## Six adsorbates on a ytterbium silicide surface: who is who?

Six relaxed surfaces each carry one adsorbed atom, oxygen or hydrogen, placed at the start on one of three sites. The task is to match the lettered rows to the candidates. A second question follows: does the work function, the energy needed to take an electron out through the top face, reveal the site or the charge transferred?

Ansatz 0.2.0 relaxed one O or H atom per cell on YbSi2(101) with scalar-relativistic PBEsol, PAW and plane waves to 420 eV, the lower slab atoms held. The slabs have no spin polarisation, an 8×6×1 k mesh, 0.1 eV Gaussian smearing and a dipole correction. Adsorption energies are relative to the clean slab and a free spin-polarised atom; positive dipoles point outward. Candidates: O on YbSi2, bridge Yb-Si, H on YbSi2, bridge Yb-Si, O on YbSi2, top Si, H on YbSi2, top Si, O on YbSi2, hollow Yb-Si-Yb, H on YbSi2, hollow Yb-Si-Yb.

```csv
row,adsorption energy (eV),height over highest slab atom (Å),shortest contact length (Å),work function change (eV),dipole change (e angstrom),shortest contact
A,-2.481,0.017,1.643,-0.083,-0.003,H-Si
B,-7.180,0.312,1.698,-1.316,0.158,O-Si
C,-2.481,0.021,1.643,-0.087,-0.003,H-Si
D,-6.487,0.430,1.789,0.100,-0.013,O-Si
E,-7.184,0.343,1.659,0.115,-0.017,O-Si
F,-2.510,0.941,1.562,-0.228,0.025,H-Si
```

### First cut: the element

The last column gives the element away, since it names each shortest contact as O-Si or H-Si. The energies tell the same story and help explain it. The adsorption energy compares the covered surface with the clean surface and a free atom, so a more negative value means stronger binding. Hydrogen has one electron to pair and can form one ordinary bond. Oxygen has two places to fill in a low-lying shell and forms strong, polar bonds with silicon, which is the nearest slab atom in every row. The rows split accordingly: B, D and E are oxygen, while A, C and F are hydrogen. About 4 eV separates the weakest oxygen row from the strongest hydrogen row, so the energies alone would also have settled the element.

### Second cut: the site of hydrogen

Two limits help here. A hydrogen atom standing upright on one silicon atom keeps a short bond, roughly 1.5 Å as in silane, and rises well above the slab. A hydrogen atom sunk between surface atoms has almost no height, and its bond lengthens if it is shared with further neighbours. Row F, at a height of 0.94 Å and with the shortest contact, lies nearer the first limit and is well supported as the top site.

Rows A and C lie near the second limit, but they are practically the same row. Their energies and contact lengths agree to the last digit, and their heights differ by only 0.004 Å. Two starting positions have relaxed into one final state. One must be the bridge start and the other the hollow start, but their values cannot decide which is which.

### Third cut: the site of oxygen

For oxygen the same two clues disagree. If fewer neighbours mean a shorter bond, the contact lengths run from top through bridge to hollow in the order E, B, D. If the top site stands highest, however, D should be the top site. I prefer the contact rule, because height is measured from the highest slab atom, which need not be the atom that holds the oxygen. The three oxygen sites remain ambiguous.

### Can the work function settle it?

A layer of adsorbates acts like a parallel-plate capacitor: charge separated across the layer shifts the potential outside it. The comparison holds far enough above the surface for the differences between atoms to average out. It gives

ΔΦ ≈ −e p/(ε₀A),

where ΔΦ is the work function change, p the dipole change per cell (positive when positive charge moves outward), A the cell area, e the elementary charge and ε₀ the vacuum permittivity.

For this cell, an outward dipole of 0.1 e Å lowers the work function by 0.877 eV. Row B has a dipole change of 0.158 e Å, so the estimate is a drop of 1.58 × 0.877 = 1.39 eV. The calculation gives 1.32 eV, so the estimate is about 5% too large relative to that value. No constant was adjusted to this row or any other. The agreement checks the electrostatics, which the calculation already contains, and leaves the origin of the dipole open.

The estimate fails for A and C, where it predicts a slight rise although the work function falls by nearly 0.1 eV. The dipole fixes only the difference between the two faces of the slab. In a thick metal the bottom face would not notice the adsorbate. This slab is only about 6 Å thick, and for row A the bottom work function falls by 0.11 eV. Changes of this size should therefore not be read as a property of the top face alone. The printed analysis below compares all six rows.

A limiting case shows why the dipole does not count transferred electrons. Moving one whole electron from the level of the highest slab atom up to the oxygen in row E would raise the work function by about 3 eV. The computed rise is only about 0.1 eV. Less than a whole electron may have moved, and theory offers two further reasons: the metal's electrons rearrange to screen the adsorbate, and displaced slab atoms carry charge of their own. The dipole is the sum of all these shifts.

Row B even has the opposite sign from the rise suggested by electronegative oxygen. Its relaxation paused and then released another 0.57 eV, so the structure changed substantially on the way. My guess is that positively charged slab atoms moved outward with the oxygen. The size of the drop is uncertain, partly because without a Hubbard correction the ytterbium 4f levels tend to lie too close to the Fermi level. The runs also carry a warning, for every oxygen row and for row F, that the exchange-correlation potential is rough where the electron density is thin. The work function thus sets B apart from the other two oxygen rows, but does not name its site.

### Verdict before the labels

- **Sure:** B, D and E are oxygen; A, C and F are hydrogen.
- **Well supported:** F is hydrogen from the top site.
- **Ambiguous:** the order of A and C, and all three oxygen sites. My best guess is E top, B bridge, D hollow.

### The labels

The rows with their labels:

```csv
system,adsorbate,adsorption energy (eV),height over highest slab atom (Å),shortest contact length (Å),work function change (eV),dipole change (e angstrom),shortest contact
"O on YbSi2, top Si",O,-7.184,0.343,1.659,0.115,-0.017,O-Si
"O on YbSi2, hollow Yb-Si-Yb",O,-7.180,0.312,1.698,-1.316,0.158,O-Si
"O on YbSi2, bridge Yb-Si",O,-6.487,0.430,1.789,0.100,-0.013,O-Si
"H on YbSi2, top Si",H,-2.510,0.941,1.562,-0.228,0.025,H-Si
"H on YbSi2, bridge Yb-Si",H,-2.481,0.017,1.643,-0.083,-0.003,H-Si
"H on YbSi2, hollow Yb-Si-Yb",H,-2.481,0.021,1.643,-0.087,-0.003,H-Si
```

The hydrogen top start is right. For oxygen, the contact rule finds the top start but swaps bridge and hollow. Even that hit is weak support for the rule: the oxygen in row E has a height much smaller than its contact length, so it does not stand upright on the highest slab atom. The labels name where each atom began, whereas the values describe where it ended. The oxygen that began at the bridge finished 0.70 eV above the one that began on top. It may have stopped on a shelf like the one where the hollow run paused, though that is a guess.

The small energy differences do not establish preferred sites. Hydrogen from the top start is lower by 29 meV, but zero-point vibration, which is left out, can differ by that much between sites. The two best oxygen states differ by only 4 meV, yet their work functions are 1.4 eV apart. Nearly equal binding can therefore go with very different surface electrostatics.

For a process that supplies gas molecules, the cost of splitting them must be included. With rough measured bond energies for O₂ and H₂, which PBEsol need not reproduce, oxygen from the top start is still bound by several eV per atom, while hydrogen comes out near break-even. Oxygen uptake is thus strongly favoured in energy, whereas the hydrogen balance is too close to call. A work function reading alone cannot measure such uptake, since the same amount of oxygen here can lower it by more than 1 eV or barely change it.

Output of the analysis:

```
Work function change in eV and its parts:
                          row  computed  from dipole  remainder at bottom face  if one electron moved up
           O on YbSi2, top Si     0.115       0.1491                  -0.03413                     3.009
  O on YbSi2, hollow Yb-Si-Yb    -1.316       -1.386                   0.07003                     2.737
     O on YbSi2, bridge Yb-Si       0.1        0.114                  -0.01404                     3.772
           H on YbSi2, top Si    -0.228      -0.2193                 -0.008692                     8.255
     H on YbSi2, bridge Yb-Si    -0.083      0.02632                   -0.1093                    0.1491
  H on YbSi2, hollow Yb-Si-Yb    -0.087      0.02632                   -0.1133                    0.1842
Work function drop per 0.1 e angstrom of outward dipole (eV): 0.8772
Uncertainty of the dipole part from rounding of the dipole (eV): 0.004386
Bottom work function change for O from hollow (eV): 0.06788
Bottom work function change for H from bridge (eV): -0.1128
Energy gap between weakest bound O and strongest bound H (eV): 3.977
Contact length gap between shortest O and longest H (angstrom): 0.016
Rough O energy from top start against half O2 (eV): -4.584
Rough H energy from top start against half H2 (eV): -0.11
H from bridge above H from top (meV): 29
H from top higher over the slab than H from bridge (angstrom): 0.924
H contact longer from bridge than from top (angstrom): 0.081
O from hollow above O from top (meV): 4
O from bridge above O from top (eV): 0.697
O contact longer from hollow than from top (angstrom): 0.039
O contact longer from bridge than from top (angstrom): 0.13
Work function of O from top less that of O from hollow (eV): 1.431
Energy fall after the pause in the relaxation of O from hollow (eV): 0.5726
```
